## When a consistent method gives the poorer answer

An electron added to a molecule enters the lowest empty orbital, so the energy of that orbital, with its sign reversed, should be the energy released. It also seems natural that a method whose orbital energy comes close to its own release energy should be the better method for the release itself. For the small cation Al₂H₃⁺ both expectations fail, and they fail for different reasons.

The sizes are worth remembering. The release is about 6 eV. Reading it from a PBE orbital energy goes wrong by more than 2 eV. Leaving out electron correlation lowers it by an estimated 0.6 eV, while a quarter of exact exchange shifts it by only about 0.05 eV.

Vertical electron affinity of the cation Al₂H₃⁺ (charge +1, singlet), calculated with Ansatz 0.2.0 by Hartree–Fock and density functional methods in the def2-TZVP basis. Each value is the energy of the cation minus that of neutral Al₂H₃ (doublet, spin-unrestricted), both at the same fixed PBE-D4/def2-TZVP geometry in the gas phase.

| result level | result electron affinity (eV) |
| --- | --- |
| HF/def2-TZVP | 5.640 |
| PBE-D4/def2-TZVP | 6.421 |
| r2SCAN-D4/def2-TZVP | 6.494 |
| PBE0-D4/def2-TZVP | 6.376 |
| r2SCAN0-D4/def2-TZVP | 6.444 |
| LC-wPBE/def2-TZVP | 6.323 |
| B2PLYP/def2-TZVP | 6.137 |

The column "result electron affinity" is the energy released when the cation takes up an electron and becomes neutral Al₂H₃, with the atoms held in place. It is not the affinity of the neutral molecule, and no anion occurs. The positive charge of the starting molecule is the reason why the values are so large. Seen from the other side, each value is the energy needed to ionise the neutral molecule at this fixed shape.

The cation is a nearly flat HAl–AlH₂ unit without bridging hydrogen. Its eight valence electrons fill four orbitals, enough for three Al–H bonds and one Al–Al bond. The ninth electron must therefore go outside this set of bonds. It probably enters an orbital built from empty 3p orbitals of aluminium, although the shape of that orbital has not been examined.

### The orbital energy fails

In PBE the lowest empty orbital of the cation suggests a release of 8.8 eV. Once the electron is in place, the same orbital in the neutral molecule suggests only 3.9 eV. The difference of the two total energies lies between them, at 6.4 eV. Two readings of one quantity by one method thus disagree by almost 5 eV, and this reveals the failure without any outside reference.

The reason appears when the electron is added gradually. Let $f$ be the fraction of it already in the orbital, running from 0 in the cation to 1 in the neutral molecule, and let $E(f)$ be the total energy. The orbital energy is the slope of this curve, $\varepsilon(f)=\mathrm{d}E/\mathrm{d}f$. In the exact theory the curve is a straight line, so the slope is the same at both ends and equals minus the release energy.

In PBE the line is bent. A fraction $f$ of an electron repels itself in the classical Coulomb term, and this false energy grows as $f^2$. Exact exchange would remove it at every $f$. A semilocal exchange functional removes most of it once the electron is whole, but in between it does not follow the $f^2$ law, and the curve sags below the straight line. The orbital therefore rises in energy as it fills: it looks too attractive when empty and too weakly bound when full.

Hartree–Fock theory (HF) represents the opposite limit. Its exchange cancels the self-repulsion completely, and what remains is the response of the other electrons, which rearrange around the newcomer and stabilise it. The orbital now sinks as it fills, from a binding of 5.2 eV to one of 6.1 eV. The bend is much weaker than in PBE and has the opposite direction.

### Why the total energies survive

The release energy $A$ is the slope collected along the whole path. If the slope changes evenly with $f$, its average is the mean of its two end values:

$$A=-\int_0^1\varepsilon(f)\,\mathrm{d}f\approx-\tfrac12\left[\varepsilon(0)+\varepsilon(1)\right].$$

For PBE this gives $(8.825+3.935)/2=6.38$ eV. The total energies, without the small dispersion term, give 6.405 eV.

Two orbital energies, each wrong by 2.4 to 2.5 eV relative to that difference, thus combine to a value within 0.03 eV of it. The same mean works equally well in HF, and it contains no adjustable constant. The self-interaction error is severe while $f$ is a fraction but largely drops out of the difference between two whole numbers of electrons. The printed analysis below lists the comparison for both methods.

The mean has a clear limit as a test. It shows that orbital energies and total energies of one method belong together, and it would do so even if both rested on an incomplete description of the electrons. HF is such a case.

### The total energy fails

By the orbital test HF looks the sounder method, since each of its orbital energies lies within half an eV of its own total-energy difference. Yet in the table it stands alone at the low end with 5.640 eV. The five semilocal, hybrid and range-separated functionals fall within 0.17 eV of one another, and the lowest of them is still 0.68 eV above HF. A gap four times as wide as the spread of the group is the visible sign of this second failure.

Apart from the D4 term, which contributes only 0.017 eV, HF differs from PBE in two respects: it has full exact exchange, and it has no correlation. The hybrid PBE0 helps to separate them, because it replaces a quarter of the PBE exchange and keeps the correlation. This lowers the release by 0.045 eV. If the effect grows in proportion, full exact exchange would lower it by 0.18 eV, which leaves 0.60 eV of the gap between PBE-D4 and HF.

The r2SCAN pair leads to the same conclusion. LC-wPBE supports it from another direction: it uses full exact exchange between distant electrons and still stays with the other functionals, far from HF. The larger part of the gap is then most likely due to correlation. The split is rough, since it extends a quarter step to a whole one, and the table holds no higher-level reference value that would measure the HF error directly.

Theory explains the direction. In HF each electron feels only the average field of the others, so electrons of opposite spin do not avoid one another as they move. The neutral molecule has one valence electron more than the cation, and this electron can lower its energy by keeping out of the way of the other eight. HF omits that gain, makes the neutral molecule too high in energy relative to the cation, and so releases too little.

The same argument tells what to expect when an added electron completes a pair. Two electrons in one orbital are close together and gain more by avoiding each other, so HF usually loses more in that case. Here the newcomer has its orbital to itself, and the loss is moderate.

B2PLYP lies between the two groups, 0.50 eV above HF. It combines a large share of exact exchange with a correlation energy that comes partly from perturbation theory. Both ingredients change at once, so its position cannot be credited to either of them alone.

### Errors that add and errors that cancel

The two failures meet in the HF orbital energies. The empty orbital of the cation knows nothing of the rearrangement that will follow when the electron arrives, which makes the predicted release too small. The absence of correlation makes it smaller still. The errors add, and the result of 5.2 eV lies more than 1 eV below the PBE total-energy difference.

For the filled orbital of the neutral molecule the first error changes sign. Taking the electron out while the others stay frozen costs too much energy, whereas the neglect of correlation makes removal too cheap. The errors now oppose each other, and the orbital energy suggests 6.1 eV, closer to the density functionals than HF's own total energies come. This is why HF orbital energies often serve better for ionisation than for electron attachment.

The agreement among the functionals should be read with similar care. They share much of their construction, and their order within a band of 0.17 eV does not rank their accuracy. What separates HF from them is larger than this band and most likely comes mainly from the missing correlation. What separates the PBE orbital energies from the PBE total energies is larger again, and it can be detected within PBE itself by comparing the orbital before and after it is filled.

Printed output of the fit:

```
Electron attachment to the cation:
                   row  value in eV  height above HF in eV
          HF/def2-TZVP         5.64                      0
      PBE-D4/def2-TZVP        6.421                  0.781
   r2SCAN-D4/def2-TZVP        6.494                  0.854
     PBE0-D4/def2-TZVP        6.376                  0.736
  r2SCAN0-D4/def2-TZVP        6.444                  0.804
     LC-wPBE/def2-TZVP        6.323                  0.683
      B2PLYP/def2-TZVP        6.137                  0.497
Spread of the five rows other than HF and B2PLYP in eV: 0.171
Lowering by a quarter of exact exchange in the PBE family in eV: 0.045
Lowering by a quarter of exact exchange in the r2SCAN family in eV: 0.05
Four such steps in the PBE family in eV: 0.18
Four such steps in the r2SCAN family in eV: 0.2
HF gap to PBE-D4 left after four steps in eV: 0.601
HF gap to r2SCAN-D4 left after four steps in eV: 0.654
D4 part of the PBE-D4 value in eV: 0.01653
PBE value without D4 in eV: 6.405
PBE cation LUMO binding less PBE value without D4 in eV: 2.42
PBE neutral SOMO binding less PBE value without D4 in eV: -2.47
PBE LUMO binding less SOMO binding in eV: 4.89
PBE mean of the two orbital bindings in eV: 6.38
PBE mean less PBE value without D4 in eV: -0.02482
HF cation LUMO binding less HF value in eV: -0.4147
HF neutral SOMO binding less HF value in eV: 0.4539
HF LUMO binding less SOMO binding in eV: -0.8685
HF mean of the two orbital bindings in eV: 5.66
HF mean less HF value in eV: 0.01962
```
